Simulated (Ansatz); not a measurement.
ScCd: the change of phonon heat capacity and phonon entropy with temperature

Harmonic vibrational free energy, entropy and heat capacity at constant volume, per atom, from the force constants of a q mesh, imaginary modes left out; plane waves with PAW datasets, Gamma-centred k mesh. The results are calculated, by Ansatz 0.2.0.

Structure of every row (space group Pm-3m, No. 221):
```
cell vectors (Å)
   3.5091     0.0000     0.0000
   0.0000     3.5091     0.0000
   0.0000     0.0000     3.5091
atoms (fractions of the cell vectors)
Sc  0.50000  0.50000  0.50000
Cd  0.00000  0.00000  0.00000
```

Settings of every row: functional PBEsol; dispersion none; spin none; wave cutoff 420 eV; k mesh 12x12x12; occupations fermi dirac; smearing width 0.15 eV; volume over rest 1.02; phonon method linear response; q mesh 2x2x2.

Limits: coarse q mesh; levels loosely converged; metal sensitive to the k mesh; the cell comes from a prototype or a list of computed structures and needn't be the stable phase.

| row | temperature (K) | phonon heat capacity (kB/atom) | phonon entropy (kB/atom) | phonon free energy (meV/atom) |
| --- | --- | --- | --- | --- |
| 1 | 200 | 2.772 | 3.797 | -9.6 |
| 2 | 300 | 2.894 | 4.949 | -47.6 |
| 3 | 400 | 2.94 | 5.789 | -94 |
| 4 | 500 | ? | ? | ? |
| 5 | 600 | 2.973 | 6.988 | -204.8 |
| 6 | 700 | 2.98 | 7.447 | -267.1 |
| 7 | 800 | 2.984 | 7.845 | -333 |
| 8 | 900 | 2.988 | 8.197 | -402.1 |
| 9 | 1000 | 2.99 | 8.512 | -474.2 |

Question: what phonon heat capacity and phonon entropy should row 4 give?

Worked fit of phonon heat capacity. At high temperature a harmonic heat capacity falls short of its limit by a term in 1/T², so take t = (100 K / T)². The shown rows have t = 0.25, 0.11111, 0.0625, 0.02778, 0.02041, 0.01562, 0.01235, 0.01. Least squares give phonon heat capacity = 2.9998 − 0.9806 × t + 0.277 × t² kB/atom; a straight line predicts inner rows, each left out in turn, worse (root mean square 0.0017 against 0.00055 kB/atom). The rows lie off it by 0.000, 0.000, 0.000, 0.000, 0.000, -0.001, 0.000, 0.000. The constant, 2.9998 kB/atom, is to be held against the harmonic limit of 3 k_B an atom. The withheld row has t = 0.04, so the fit gives 2.9998 − 0.9806 × (0.04) + 0.277 × (0.04)² = 2.961 kB/atom.

The calculation gave 2.961 kB/atom. The fit meets it to the printed digit.

Worked fit of phonon entropy. Entropy rises as the heat capacity times the change of ln T, so take t = ln(T / 300 K). The shown rows have t = -0.4055, 0, 0.2877, 0.6931, 0.8473, 0.9808, 1.0986, 1.204. Least squares give phonon entropy = 4.9551 + 2.88779 × t + 0.05794 × t² kB/atom; a straight line predicts inner rows, each left out in turn, worse (root mean square 0.014 against 0.0047 kB/atom). The rows lie off it by 0.003, -0.006, -0.002, 0.004, 0.003, 0.002, -0.001, -0.004 (root mean square 0.0034 kB/atom), a smooth pattern that one more power would take up: the form is only approximate. The slope at t = 0, 2.89 kB/atom, estimates the heat capacity at 300 K. The withheld row has t = 0.5108, so the fit gives 4.9551 + 2.88779 × (0.5108) + 0.05794 × (0.5108)² = 6.445 kB/atom.

The calculation gave 6.447 kB/atom. The fit lies 0.002 kB/atom (0.042 % of the column's range) below it; its largest miss of a shown row is 0.006 kB/atom.

The other values of row 4: phonon free energy -146.9 meV/atom.
